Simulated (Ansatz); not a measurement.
Ligand exchange: GaH2Br + C2H6OSn → GaH2(OH) + C2H5BrSn

Species: GaH2Br `[GaH2][Br]`, singlet; C2H6OSn `C[CH2][Sn][OH]`, singlet; GaH2(OH), singlet; C2H5BrSn `C[CH2][Sn][Br]`, singlet. The partners trade Br for OH: Ga–Br and Sn–OH bonds give way to Ga–OH and Sn–Br.

Shapes, held fixed at every level: PBE0-D4/def2-TZVP. Flexible molecules stand in one conformer, not always the lowest. Programs: Ansatz 0.2.0. The zero-point and thermal change to 298 K, harmonic and unscaled (PBE0-D4/def2-TZVP), is +1.5 kJ/mol.

Problem. Estimate ΔH(298 K) of this reaction.

Solution. The highest level, CCSD(T)/def2-TZVPP, gives ΔH(298 K) = -13.8 kJ/mol; the levels span -21.5 to -12.2. The column of differences is taken from that level and isn't an error. No measured value is set beside it here. For atoms past krypton def2 sets carry core potentials with scalar relativity. Relativity is left out for Br, Ga. Outer-core shells of Br, Ga, Sn are correlated in most correlated rows, in sets that cover them unevenly. Times are processor times on shared x86 and Arm servers, and rough.

```json
{"level": "HF/def2-TZVPP", "kind": "Hartree–Fock", "ΔH(298 K) (kJ/mol)": "-18.2", "less CCSD(T)/def2-TZVPP": "-4.4", "CPU time (sum over the molecules)": "–"}
{"level": "SPW92/def2-TZVPP", "kind": "LDA", "ΔH(298 K) (kJ/mol)": "-12.2", "less CCSD(T)/def2-TZVPP": "+1.6", "CPU time (sum over the molecules)": "19 s"}
{"level": "r2SCAN-D4/def2-TZVPP", "kind": "meta-GGA", "ΔH(298 K) (kJ/mol)": "-13.1", "less CCSD(T)/def2-TZVPP": "+0.7", "CPU time (sum over the molecules)": "70 s"}
{"level": "B3LYP-D4/def2-TZVPP", "kind": "global hybrid", "ΔH(298 K) (kJ/mol)": "-16.5", "less CCSD(T)/def2-TZVPP": "-2.7", "CPU time (sum over the molecules)": "72 s"}
{"level": "MP2/def2-TZVPP", "kind": "perturbation theory", "ΔH(298 K) (kJ/mol)": "-17.3", "less CCSD(T)/def2-TZVPP": "-3.5", "CPU time (sum over the molecules)": "–"}
{"level": "CCSD(T)/def2-SVP", "kind": "coupled cluster or CI", "ΔH(298 K) (kJ/mol)": "-21.5", "less CCSD(T)/def2-TZVPP": "-7.7", "CPU time (sum over the molecules)": "1.9 min"}
{"level": "CCSD(T)/def2-TZVPP", "kind": "coupled cluster or CI", "ΔH(298 K) (kJ/mol)": "-13.8", "less CCSD(T)/def2-TZVPP": "0.0", "CPU time (sum over the molecules)": "27 min"}
```

Every level makes the exchange exothermic, so hydroxide prefers gallium and bromide prefers tin in these molecules. The preference is modest because one Ga–X and one Sn–X bond are present on each side, and much of the bond energy cancels. What remains fits hard–soft matching: Ga(III) is the smaller, harder centre and gains more from a short, strongly polar bond to oxygen, while the larger, softer Sn(II) loses less by taking bromide. Donation from an oxygen lone pair into the empty gallium p orbital probably helps, though divalent tin also has an empty p orbital, so only the difference counts.

The sign is better supported than the size. Enlarging the basis in CCSD(T) moves the value from -21.5 to -13.8 kJ/mol, a larger shift than the whole spread among methods in the bigger basis. The closeness of LDA and r2SCAN-D4 to the reference therefore doesn't establish their accuracy here. Nor do these isolated-molecule values settle the direction in condensed phases, where hydroxide and bromide bridges can form.
